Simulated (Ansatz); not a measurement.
## Co: pressure and cell moment against volume scale

Results calculated with Ansatz 0.2.0, not measured. Periodic Kohn-Sham DFT of a crystal at fixed atoms, scaled to volume_scale times the given cell; pressure positive in compression, energy less spherical unpolarised free atoms, largest_vzz the field gradient of largest size among the nuclei.

The cell before it is scaled or strained (space group P6_3/mmc, No. 194):
```
cell vectors (Å)
   2.5190     0.0000     0.0000
  -1.2595     2.1815     0.0000
   0.0000     0.0000     4.0910
atoms (fractions of the cell vectors)
Co  0.33333  0.66667  0.25000
Co  0.66667  0.33333  0.75000
```

Settings of every row: method frozen-core PAW; functional PBEsol; relativity scalar; k mesh 19x19x10; filling fermi-dirac; smearing width 0.05 eV; wave cutoff 420 eV; paw set soft_2.

Atom:
```csv
element,start moment (bohr magneton)
Co,2
Co,2
```

Limits: PAW files made with PBE; no gap: field gradients move with the k mesh.

```csv
row,volume scale,V (Å³/atom),pressure (GPa),cell moment (bohr magneton),largest V_zz (1e21 V/m^2)
1,0.94,10.566,-4.388,3.171,-0.231
2,0.9405,10.572,-4.505,3.172,-0.23
3,0.96,10.791,-8.774,3.214,-0.205
4,0.97,10.903,-10.779,3.234,-0.186
5,0.98,11.016,?,?,?
6,0.99,11.128,-14.453,3.271,-0.194
7,1,11.241,-16.128,3.288,-0.19
8,1.01,11.353,-17.7,3.305,-0.185
9,1.02,11.465,-19.175,3.321,-0.196
10,1.03,11.578,-20.561,3.337,-0.197
11,1.04,11.69,-21.868,3.352,-0.212
```

Question: what pressure and cell moment should row 5 give?

Worked fit of pressure. Take u = (V_r/V)^(2/3) − 1 with V_r = 11.184 Å³ an atom, which is twice the finite (Eulerian) strain; such expansions in the strain, on which the Birch-Murnaghan equation of state is built, carry the rest volume and the bulk modulus. The shown rows have u = 0.03862, 0.03823, 0.02413, 0.01711, 0.00335, -0.00338, -0.00995, -0.01641, -0.02282, -0.02907. Least squares give pressure = −15.297 + 250.126 × u + 838.24 × u² GPa; a straight line predicts inner rows, each left out in turn, worse (root mean square 0.39 against 0.0064 GPa). The rows lie off it by -0.001, 0.005, -0.001, -0.007, -0.003, 0.005, 0.003, 0.001, 0.007, -0.008 (root mean square 0.0048 GPa). The withheld row has u = 0.01014, so the fit gives −15.297 + 250.126 × (0.01014) + 838.24 × (0.01014)² = -12.675 GPa.

The calculation gave -12.67 GPa. The fit lies 0.005 GPa (0.029 % of the column's range) below it; its largest miss of a shown row is 0.008 GPa.

Worked fit of cell moment. Take t = volume scale − 0.99. The shown rows have t = -0.05, -0.0495, -0.03, -0.02, 0, 0.01, 0.02, 0.03, 0.04, 0.05. Least squares give cell moment = 3.2709 + 1.802 × t − 3.79 × t² bohr magneton; a straight line predicts inner rows, each left out in turn, worse (root mean square 0.0039 against 0.0006 bohr magneton). The rows lie off it by 0.000, 0.000, 0.001, 0.001, 0.000, -0.001, 0.000, -0.001, 0.000, 0.000. The withheld row has t = -0.01, so the fit gives 3.2709 + 1.802 × (-0.01) − 3.79 × (-0.01)² = 3.253 bohr magneton.

The calculation gave 3.253 bohr magneton. The fit meets it to the printed digit.

The other values of row 5: largest V_zz -0.19 1e21 V/m^2.
